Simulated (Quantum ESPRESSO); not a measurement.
# Zone-centre optical phonons of zinc-blende GaP under biaxial strain from −3 to +3 %, LDA linear response

The usual rule of thumb says that a Raman line moves in proportion to biaxial strain, so that one coefficient per line turns a measured shift into a strain, and that the splitting of the optical modes grows in proportion too. I test both halves on GaP, strained equally along x and y and left free of stress along z. The calculation gives the singlet, which vibrates along z, and the doublet, which vibrates in the x-y plane, both without the macroscopic electric field. Shifts are counted from the unstrained crystal at 365.28 cm⁻¹, and the splitting is singlet minus doublet. The answer matters for strained films, where an error in the coefficient goes straight into the strain that is read off.

## Set-up

One crystal, GaP (zinc-blende) (known phase), relaxed once; z is the cube axis [001]. The cell was strained equally along x and y, with the z edge set so that the stress along z vanishes. Forces on the atoms are under 0.01 eV/Å in every row. Program: Quantum ESPRESSO 7.5, plane waves, LDA, PseudoDojo norm-conserving potentials, scalar-relativistic, no spin-orbit coupling, no spin; linear response. Plane-wave runs: cutoff 1197 eV; k meshes with a least product of divisions and cell-vector length from 29 to 31 Å; fixed occupations. The tabled runs alone: cutoff 1197 eV, k length 30 to 31 Å, k mesh 8×8×8.

Notes on method and selection:

- Harmonic values at the static lattice; measured values carry thermal expansion and anharmonic shifts at their temperature.
- For a cubic two-atom crystal the shifts follow the phonon deformation potentials p and q: singlet Δω = [p·ε_zz + q·(ε_xx + ε_yy)]/(2ω₀), doublet Δω = [p·ε_xx + q·(ε_yy + ε_zz)]/(2ω₀).
- In a polar crystal the macroscopic field, left out here, lifts whichever component is longitudinal for the scattering geometry, at rest by 29.4 cm⁻¹.
- Runs that did not converge, have known faults or may not be shown are not listed, and runs on Ansatz's PAW sets soft_1 and soft_2 are kept to separate tables.

Columns:

- biaxial strain (%): equal strain along x and y; tension positive.
- strain along z (%): strain along z that goes with it.
- stress (GPa): stress along x, tension positive.
- singlet mode (cm⁻¹): zone-centre optical mode, singlet, polarised along z; no LO-TO term, no sum rule.
- doublet mode (cm⁻¹): zone-centre optical mode, doublet, polarised in the x-y plane; no LO-TO term, no sum rule.
- splitting (cm⁻¹): singlet minus doublet.

## Computed values

| member | biaxial strain (%) | strain along z (%) | stress (GPa) | singlet mode (cm⁻¹) | doublet mode (cm⁻¹) | splitting (cm⁻¹) |
| --- | --- | --- | --- | --- | --- | --- |
| −3.0 % | −3 | 2.64 | −4.96 | 382.77 | 377.75 | 5.02 |
| −2.0 % | −2 | 1.76 | −3.21 | 376.81 | 373.93 | 2.88 |
| −1.0 % | −1 | 0.88 | −1.55 | 370.98 | 369.77 | 1.21 |
| +0.0 % | 0 | 0.00 | 0.00 | 365.28 | 365.28 | 0.00 |
| +1.0 % | 1 | −0.90 | 1.44 | 359.76 | 360.53 | −0.77 |
| +2.0 % | 2 | −1.81 | 2.79 | 354.41 | 355.53 | −1.12 |
| +3.0 % | 3 | −2.74 | 4.05 | 349.20 | 350.27 | −1.07 |

Least-squares fits to the whole series, with x = biaxial strain (%); R² and errors in the fitted variable (y, or ln y where the fit is in ln y):

| y | members | fit | R² | rms residual | leave-one-out rms | the same for the mean of the others |
| --- | --- | --- | --- | --- | --- | --- |
| singlet mode (cm⁻¹) | 7 | y = 365.6 − 5.597 x | 1.00 | 0.27 | 0.44 | 13 |
| doublet mode (cm⁻¹) | 7 | y = 364.7 − 4.589 x | 1.00 | 0.49 | 0.80 | 11 |

## Interpretation

Both modes fall at every step from compression to tension. The fitted slopes are −5.597 cm⁻¹ per % for the singlet and −4.589 for the doublet. Leave-one-out errors of 0.44 and 0.80 cm⁻¹, against 13 and 11 for the mean of the others, make the straight line a good description of each mode by itself.

The simplest model needs three assumptions. First, the squared frequencies change linearly with strain. Cubic symmetry then leaves two constants when there is no shear: p for strain along the vibration and q for strain across it. For the singlet, ω² − ω₀² = p·ε_zz + q·(ε_xx + ε_yy). Second, the shift is small, so ω² − ω₀² ≈ 2ω₀Δω. Third, the z strain is a fixed multiple of the in-plane strain ε, ε_zz = −rε. Inserting this gives

singlet: Δω = (2q − rp)·ε/(2ω₀)
doublet: Δω = [p + (1 − r)q]·ε/(2ω₀)
splitting: −(p − q)(1 + r)·ε/(2ω₀)

The average of the three modes follows the volume change, (2 − r)ε, through p + 2q. Compression in the plane shortens the bonds on balance, because the expansion along z makes up for only part of it, and shorter bonds are stiffer. That accounts for the common shift.

The splitting follows the change of shape, through p − q. A plausible source is the tilt of the bonds towards z under compression, which turns more of their stretching stiffness into the singlet. Springs acting only along the bonds would give a splitting of ω₀(ε_zz − ε_xx), or 365 × (0.0088 + 0.0100) ≈ 7 cm⁻¹ at −1 %. The table has 1.21, so the sign is right, but other forces, such as resistance to bond bending, would have to cancel most of the effect.

## Fixing and testing the model

I fix the model on the members at −1.0 % and +1.0 %, which lie on either side of rest.

Singlet slope: (359.76 − 370.98)/2 = −5.61 cm⁻¹ per %
Doublet slope: (360.53 − 369.77)/2 = −4.62 cm⁻¹ per %

The common ω₀ is the average over both members, with the doublet counted twice: (370.98 + 359.76 + 2 × 369.77 + 2 × 360.53)/6 = 365.22 cm⁻¹.

With r = (0.88 + 0.90)/2 = 0.89, the factors per % of strain are (1 + 0.89)/100 = 0.0189 for the splitting and (2 − 0.89)/100 = 0.0111 for the average. The constants follow from the splitting slope of −5.61 + 4.62 = −0.99 and the average slope of −(5.61 + 2 × 4.62)/3 = −4.95 cm⁻¹ per %:

(p − q)/ω₀² = 2 × 0.99/(0.0189 × 365.22) = 0.29
(p + 2q)/ω₀² = −6 × 4.95/(0.0111 × 365.22) = −7.3

Hence q ≈ −2.5 ω₀² and p ≈ −2.3 ω₀². The two are nearly equal, which is why the modes shift much more than they split.

The other strained members then come out as follows, in cm⁻¹.

−3.0 %, singlet: 365.22 + 3 × 5.61 = 382.05; table 382.77
−3.0 %, doublet: 365.22 + 3 × 4.62 = 379.08; table 377.75

−2.0 %, singlet: 365.22 + 2 × 5.61 = 376.44; table 376.81
−2.0 %, doublet: 365.22 + 2 × 4.62 = 374.46; table 373.93

+2.0 %, singlet: 365.22 − 2 × 5.61 = 354.00; table 354.41
+2.0 %, doublet: 365.22 − 2 × 4.62 = 355.98; table 355.53

+3.0 %, singlet: 365.22 − 3 × 5.61 = 348.39; table 349.20
+3.0 %, doublet: 365.22 − 3 × 4.62 = 351.36; table 350.27

## Residuals

Largest departures from the fit to the whole series:

| member | singlet mode (cm⁻¹) | fit | computed − fit | in rms residuals |
| --- | --- | --- | --- | --- |
| +3.0 % | 349.20 | 348.81 | +0.39 | 1.5 |
| −3.0 % | 382.77 | 382.39 | +0.38 | 1.4 |
| +0.0 % | 365.28 | 365.60 | −0.32 | 1.2 |
| +1.0 % | 359.76 | 360.00 | −0.24 | 0.9 |

The model misses in the same direction on both sides of rest. At −3 % and +3 % the tabled singlet lies 382.77 − 382.05 = 0.72 and 349.20 − 348.39 = 0.81 cm⁻¹ above it, and the doublet 379.08 − 377.75 = 1.33 and 351.36 − 350.27 = 1.09 below. For the single lines the cost is modest: at worst, for the doublet at −3 %, the strain read off is wrong by 1.33 / 4.62 = 0.29 %, about a tenth of its value. For the splitting the miss is decisive: the model gives 348.39 − 351.36 = −2.97 cm⁻¹ at +3 %, and the table −1.07.

The first assumption is the one that fails. Expanding the square root one order further lowers both modes, by about 0.4 and 0.3 cm⁻¹ at 3 %, which has the wrong sign for the singlet and is too small for the doublet. The slight drift of r raises both modes by at most about 0.3 and hardly touches the splitting. The force constants themselves must therefore contain a term quadratic in strain. It matters most for the splitting, where the near-equality of p and q leaves only a small linear term to compete with it.

Keeping that term, the ±1 % members give a quadratic coefficient of (1.21 − 0.77)/2 = 0.22 and so a splitting of −0.99x + 0.22x², with x the strain in %. Over all seven rows, of which it meets the rest and ±1 % members by construction, its typical miss is 0.04 cm⁻¹, against a scatter of about 2.2 about the mean.

## Summary

Between −3 and +3 %, the singlet moves by about −5.6 and the doublet by about −4.6 cm⁻¹ per % of strain. The splitting starts at about −1 cm⁻¹ per % but flattens under tension, where +2 % and +3 % give nearly the same value, so it is a useful gauge mainly in compression. All rows share one k mesh, so the table cannot show how far such small splittings depend on it.

The largest omission is the macroscopic field. In this calculation it raises the longitudinal component by 29.4 cm⁻¹ at rest, about as much as the doublet's whole range of 27.48. That shift is only a rough value. The effective charges of the two atoms should cancel and do not quite, which points to a k mesh too coarse for the response to a field. LDA also tends to overestimate the dielectric constant, which by itself makes the shift too small. In backscattering from a (001) face the allowed line is the singlet with this shift added. The shift was evaluated only for the unstrained crystal, so −5.6 should not be taken as the coefficient of that line.
